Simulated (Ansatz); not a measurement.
# From F to Br: the HOMO–LUMO gap

One atom is swapped for its congeners: SiH2(SiH3)F; SiH2(SiH3)Cl; SiH2(SiH3)Br. All are singlets with charge 0.

Shapes, held fixed at every level: PBE0-D4/def2-TZVP. Programs: Ansatz 0.2.0. Values in eV.

```csv
level,SiH2(SiH3)F,SiH2(SiH3)Br
SPW92/def2-TZVPP,5.54,5.09
PBE-D4/def2-TZVPP,5.68,5.21
B3LYP-D4/def2-TZVPP,7.38,6.84
BHLYP-D4/def2-TZVPP,9.80,9.25
wB97X-V/def2-TZVPP,12.13,11.58
wB97M-V/def2-TZVPP,11.59,11.13
```

Estimate the column for SiH2(SiH3)Cl from its neighbours.

The mean of the neighbours at wB97M-V/def2-TZVPP is 11.36 eV, against 11.52 from the run: the member lies nearer F. All rows: SPW92/def2-TZVPP 5.45; PBE-D4/def2-TZVPP 5.59; B3LYP-D4/def2-TZVPP 7.27; BHLYP-D4/def2-TZVPP 9.69; wB97X-V/def2-TZVPP 12.02; wB97M-V/def2-TZVPP 11.52 eV. At wB97M-V/def2-TZVPP the HOMO–LUMO gap falls at every step, from 11.59 to 11.13 eV. Every level shows the same order. Relativity is left out for Br unless named. Orbital gaps aren't excitation energies, and the LUMO depends on the basis.

The gap narrows from F through Cl to Br at every level, but unevenly: the step from F to Cl is slight, and most of the fall comes between Cl and Br. That is why averaging the neighbours underestimates the chloride. A change in frontier-orbital character probably lies behind this. Fluorine lone pairs are deep, so the HOMO of the fluoride should be mainly the Si–Si σ bond, which the halogen affects only indirectly. Going down the group, the valence p lone pairs rise in energy and mix with that bond, and in the bromide they probably dominate the HOMO. The weaker Si–Br bond also has a lower σ* orbital, which may help to close the gap from above. The choice of functional moves the absolute gap far more than the halogen does, probably mainly through the amount and range of exact exchange, so the substituent ordering is much better supported than any single gap value. Without the separate orbital energies, the narrowing can't be divided between a rising HOMO and a falling LUMO.
